Yamada–Yosida relations, worked on one dot level and one lead channel

A quantum dot opened strongly to its contacts behaves at low temperature as a local Fermi liquid. Yamada and Yosida (1975) showed that at half filling two numbers fix its heat capacity, spin and charge response and inelastic scattering. The smallest model that contains all of these is one spin-degenerate level coupled to one continuum, the lead combination that tunnels into it. A cluster of a few sites will not do, since a discrete spectrum has no ω² damping. Below, every coefficient through second order in the interaction is found exactly, and the linked quantities are computed by separate routes.

Model and conventions

H = Σσ εσ nσ + U(n↑ − ½)(n↓ − ½) + leads + tunnelling.

Energies count from the Fermi level, ħ = 1, T means k_BT, and εσ = 0 is the particle–hole symmetric point (mid-valley). The leads have a wide flat band and give full widths Γ_L and Γ_R. Define Δ = (Γ_L + Γ_R)/2, ρ0 = 1/(πΔ) and u = Uρ0 = U/(πΔ). At U = 0 and imaginary frequency,

Gσ(iω) = 1/(iω − εσ + iΔ sgn ω).

With self-energy Σσ, define χσσ′ = δσσ′ + ∂Σσ(0)/∂εσ′. The Friedel sum rule nσ = ½ − (1/π) arctan[(εσ + Σσ(0))/Δ] gives −∂nσ/∂εσ′ = ρ0 χσσ′ at the symmetric point. Opposite shifts of the two spins (a magnetic field) probe χs = χ↑↑ − χ↑↓, equal shifts (a gate voltage) probe χc = χ↑↑ + χ↑↓. Both equal 1 at U = 0. The spin susceptibility is (gμ_B)²ρ0χs/2 and the heat capacity is C = (2π²/3)k_B T ρ0 γ̃.

General statement at the symmetric point

(a) γ̃ = 1/Z = χ↑↑ = (χs + χc)/2, where 1/Z = 1 − ∂Σ/∂ω at ω = 0.
(b) Wilson ratio R = χs/γ̃ = 2/(1 + χc/χs).
(c) Im Σ(ω) = −(χ↑↓²/2Δ)(ω² + π²T²) to leading order in ω and T.

The bubble

At T = 0 the density response of one spin is Π(iν) = −∫dω/2π G(iω)G(iω + iν). Integrating the ranges ω > 0, −ν < ω < 0 and ω < −ν separately gives

Π(iν) = Δ/(π|ν|(|ν| + 2Δ)) · ln{[(|ν| + Δ)² + ε²]/(Δ² + ε²)}.

At ε = 0, Π ≈ ρ0(1 − |ν|/Δ) for small ν, and Π″ ≡ ∂²Π/∂ε² = −2ρ0/(|ν| + Δ)². One integral recurs. With y = 1 + |ν|/Δ,

∫dν/2π Π/(|ν| + Δ)² = ρ0² J, J = 2∫₁^∞ ln y dy/[y²(y² − 1)] = 2(π²/8 − 1) = π²/4 − 2 = 0.467.

Route 1: frequency slope

The second-order self-energy is Σ↑(iω) = U² ∫dν/2π G↑(iω + iν) Π↓(iν). G jumps by −2i/Δ at zero frequency, so at ε = 0

∂G/∂(iω) = 1/(|ω| + Δ)² − 2πρ0 δ(ω) = −∂G/∂ε − 2πρ0 δ(ω).

The smooth part contributes u²J and the δ part −U²ρ0Π(0) = −u². The Hartree term does not depend on ω. Hence

1/Z = 1 + (1 − J)u² = 1 + (3 − π²/4)u², 3 − π²/4 = 0.533.

Route 2: level shift

Move ε↑ alone. The line G↑ in the diagram above changes by ∂G/∂ε and gives −u²J. The Hartree term U(n↓ − ½) responds in a chain: δn↑ = −ρ0δε↑ shifts the ↓ level by Uδn↑, so δn↓ = Uρ0²δε↑, which adds +u². Thus χ↑↑ = 1 + (1 − J)u² = 1/Z.

Move ε↓ alone. The Hartree term gives χ↑↓ = −u. There is no u² term, because G↑(iν) is odd in ν at ε↑ = 0 while Π↓ is even. So

χs = 1 + u + (3 − π²/4)u², χc = 1 − u + (3 − π²/4)u².

Route 3: free energy

With mσ = ⟨nσ⟩ − ½ evaluated at U = 0, the grand potential through U² is

Ω = Ω0 + U m↑m↓ − (U²/2)[T Σν Π↑Π↓ + m↑²Π↓(0) + m↓²Π↑(0)].

Its curvature −∂²Ω/∂ε↑² = ρ0 + (U²/2)(−2ρ0³J + 2ρ0³) = ρ0[1 + (1 − J)u²] confirms χ↑↑ without the Friedel rule.

For the heat capacity set εσ = 0, where mσ = 0. Temperature enters at order T² twice. First, Π changes by (π²T²/6)Π″, which changes the sum by −(2πT²/3Δ)ρ0²J. Second, the sum over ν = 2πnT of a function f with a kink at zero differs from its integral by −(πT²/3)f′(0+). For f = Π², f′(0+) = −2ρ0²/Δ, which adds +(2πT²/3Δ)ρ0². The free level contributes −(π²T²/6)·2ρ0 = −πT²/3Δ. Together,

Ω(T) − Ω(0) = −(πT²/3Δ)[1 + (1 − J)u²],

so γ̃ = 1/Z = χ↑↑. Statement (a) holds, and (b) follows by division: R = 1 − χ↑↓/χ↑↑ = 1 + u + O(u³).

Damping

On the real axis the same diagram is a golden-rule rate. An electron at ω creates a pair, with ε3 = ε1 + ε2 − ω and Fermi factors fi. At low energy each density of states equals ρ0, and

Im Σ = −πU²ρ0³ ∬dε1dε2 [f3(1 − f1)(1 − f2) + (1 − f3)f1f2] = −πU²ρ0³(ω² + π²T²)/2.

Since πρ0 = 1/Δ, this is −(u²/2Δ)(ω² + π²T²), statement (c) with χ↑↓ = −u.

Why it holds to all orders

The numbers of ↑ and ↓ electrons are conserved separately, so the frequency may be shifted along every closed loop of one spin without changing a diagram. Applying the derivative rule of route 1 to each shifted line gives the Ward identity

δσσ′ ∂Σσ/∂(iω) + ∂Σσ/∂εσ′ = −ρ0 Λσσ′,

where Λ is the full scattering vertex with all four legs at the Fermi level. For equal spins the Pauli principle makes Λ zero, hence χ↑↑ = 1/Z. In the model this is the cancellation between the −u² of the δ term and the +u² of the Hartree chain. For opposite spins χ↑↓ = −ρ0Λ↑↓, and Λ↑↓ replaces U in the golden rule. At large u the charge freezes, χc/χs → 0 and R → 2.

What a transport test sees

The linear conductance is G0 = (2e²/h)·4Γ_LΓ_R/(Γ_L + Γ_R)² times the thermal average of πΔρ(ω), where ρ is the interacting spectral density (Meir–Wingreen formula). At low energy πΔρ = 1 − (χ↑↑ω/Δ)² − |Im Σ|/Δ, and the thermal average of ω² is π²T²/3, so

G = G0[1 − (π²T²/3Δ²)(χ↑↑² + 2χ↑↓²)].

Numbers for an InAs nanowire dot

Assumed inputs: U = 3.0 meV, Γ_L = Γ_R = Δ = 2.0 meV, dot length L = 50 nm, temperature 1.0 K (T = 0.086 meV). Then u = 0.477 and G0 = 77.5 µS.

Two scale checks use compiled bulk values. The mass 0.026 m_e (Vurgaftman 2001) gives a hard-wall, parabolic-band spacing 3π²ħ²/(2mL²) = 17 meV between the lowest two axial levels, so the Lorentzian tail of an equally broad neighbour adds about (Δ/spacing)² = 1.3 % to ρ0. The static dielectric constant 14.84 (300 K; Rakita 2019) gives e²/C = 3.9 meV for a sphere of radius L/2 in a uniform medium, the same scale as the assumed U. Spin–orbit coupling is harmless at zero field: time reversal gives both Kramers partners the same Δ, and σ labels them.

The first omitted terms, quoted from Yamada's series, are −(15 − 3π²/2)u³ in χ↑↓ and (105 − 45π²/4 + π⁴/16)u⁴ in χ↑↑, with coefficients 0.196 and 0.055. Here they amount to −0.021 and 0.003.

quantity | through u² | with next terms
χ↑↑ = γ̃ | 1.12 | 1.12
χ↑↓ | −0.48 | −0.50
χs | 1.60 | 1.62
χc | 0.64 | 0.63
R | 1.43 | 1.44
ZΔ (meV) | 1.78 | 1.78
−Im Σ(0) at 1 K (µeV) | 4.2 | 4.6
χ↑↑² + 2χ↑↓² | 1.71 | 1.76
conductance drop at 1 K (%) | 1.0 | 1.1

The last five rows insert the unrounded χ↑↑ and χ↑↓ of the same column. Truncation at u² leaves |χ↑↓| low, the next term raising it by 4.5 % and the damping by 9 %. Terms of higher order in T are of relative order (πT/ZΔ)², about 2 %. Without interaction the drop would be 0.61 %, so the model's interaction multiplies the T² loss by 1.76.

These are the model's numbers, and Δ was chosen large to keep u below 1. Its scale ZΔ corresponds to 21 K, whereas InAs nanowire dots with a distinct Kondo ridge typically have u above 1 and a Kondo temperature of order 1 K, roughly twenty times lower. For such dots the second-order values fail, while relations (a) to (c) and the conductance formula still hold, with χ↑↓ close to −χ↑↑ and R close to 2.